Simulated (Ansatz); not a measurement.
# A series in volume scale on Bi2Se3

Results calculated with Ansatz 0.2.0, not measured. Periodic Kohn-Sham DFT of a crystal at fixed atoms, scaled to volume_scale times the given cell; pressure positive in compression, energy less spherical unpolarised free atoms, largest_vzz the field gradient of largest size among the nuclei.

The cell before it is scaled or strained (space group R-3m, No. 166):
```
cell vectors (Å)
   2.0715     1.1960     9.5453
  -2.0715     1.1960     9.5453
   0.0000    -2.3920     9.5453
atoms (fractions of the cell vectors)
Bi  0.40080  0.40080  0.40080
Bi  0.59920  0.59920  0.59920
Se  0.00000  0.00000  0.00000
Se  0.21170  0.21170  0.21170
Se  0.78830  0.78830  0.78830
```

Settings of every row: method all-electron LAPW; functional PBEsol; relativity scalar; k mesh 6x6x6; filling fermi-dirac; smearing width 0.03 eV; basis error target 0.5 meV/atom; nucleus gaussian.

Atom start moment: 0 on all atoms.

Limits: a layered crystal: even scaling strains the bonds within the layers, so this curve is stiffer than the crystal under pressure; no spin-orbit coupling on heavy atoms; small gap, it may come from the mesh.

| row | volume scale | V (Å³/atom) | pressure (GPa) | energy less free atoms (eV/atom) |
| --- | --- | --- | --- | --- |
| 1 | 0.94 | 26.676 | 4.1 | -4.3779 |
| 2 | 0.96 | 27.243 | 2.457 | -4.3895 |
| 3 | 0.98 | 27.811 | 0.986 | -4.3955 |
| 4 | 0.99 | 28.095 | 0.309 | -4.3967 |
| 5 | 1 | 28.378 | -0.332 | -4.3966 |
| 6 | 1.01 | 28.662 | -0.939 | -4.3955 |
| 7 | 1.02 | 28.946 | -1.513 | -4.3933 |
| 8 | 1.04 | 29.513 | ? | ? |
| 9 | 1.06 | 30.081 | -3.517 | -4.3752 |

Question: what pressure and energy less free atoms should row 8 give?

Worked fit of pressure. Take u = (V_r/V)^(2/3) − 1 with V_r = 28.236 Å³ an atom, which is twice the finite (Eulerian) strain; such expansions in the strain, on which the Birch-Murnaghan equation of state is built, carry the rest volume and the bulk modulus. The shown rows have u = 0.03862, 0.02415, 0.01016, 0.00334, -0.00334, -0.00993, -0.01642, -0.04132. Least squares give pressure = −0.0149 + 95.677 × u + 273.08 × u² + 213 × u³ GPa; a parabola predicts inner rows, each left out in turn, worse (root mean square 0.0034 against 0.0012 GPa). The rows lie off it by 0.000, -0.001, 0.000, 0.001, -0.001, -0.001, 0.000, 0.000. The pressure vanishes at u = 0.0002, or V = 28.23 Å³ an atom, and there the bulk modulus at fixed shape and fractions is B = −V dP/dV = (2/3)(1 + u) dP/du = 63.9 GPa. Letting shape and atoms relax would as a rule lower it, by much in layered, chain or molecular crystals. The withheld row has u = -0.02906, so the fit gives −0.0149 + 95.677 × (-0.02906) + 273.08 × (-0.02906)² + 213 × (-0.02906)³ = -2.570 GPa.

The calculation gave -2.571 GPa. The fit lies 0.001 GPa (0.013 % of the column's range) above it, one unit of the last digit.

Worked fit of energy less free atoms. Take u = (V_r/V)^(2/3) − 1 with V_r = 28.236 Å³ an atom, which is twice the finite (Eulerian) strain; such expansions in the strain, on which the Birch-Murnaghan equation of state is built, carry the rest volume and the bulk modulus. The shown rows have u = 0.03862, 0.02415, 0.01016, 0.00334, -0.00334, -0.00993, -0.01642, -0.04132. Least squares give energy less free atoms = −4.39679 − 0.0055 × u + 12.662 × u² + 3.7 × u³ eV/atom; a parabola predicts inner rows, each left out in turn, worse (root mean square 6.4e-05 against 3.5e-05 eV/atom). All shown rows lie on it to the printed digit. Its lowest point lies at u = 0.0002, or V = 28.23 Å³ an atom, and the curvature there gives the bulk modulus at fixed shape and fractions, B = (4/9)(1 + u)² E″(u)/V = 63.9 GPa. Letting shape and atoms relax would as a rule lower it, by much in layered, chain or molecular crystals. The withheld row has u = -0.02906, so the fit gives −4.39679 − 0.0055 × (-0.02906) + 12.662 × (-0.02906)² + 3.7 × (-0.02906)³ = -4.3860 eV/atom.

The calculation gave -4.386 eV/atom. The fit meets it to the printed digit.
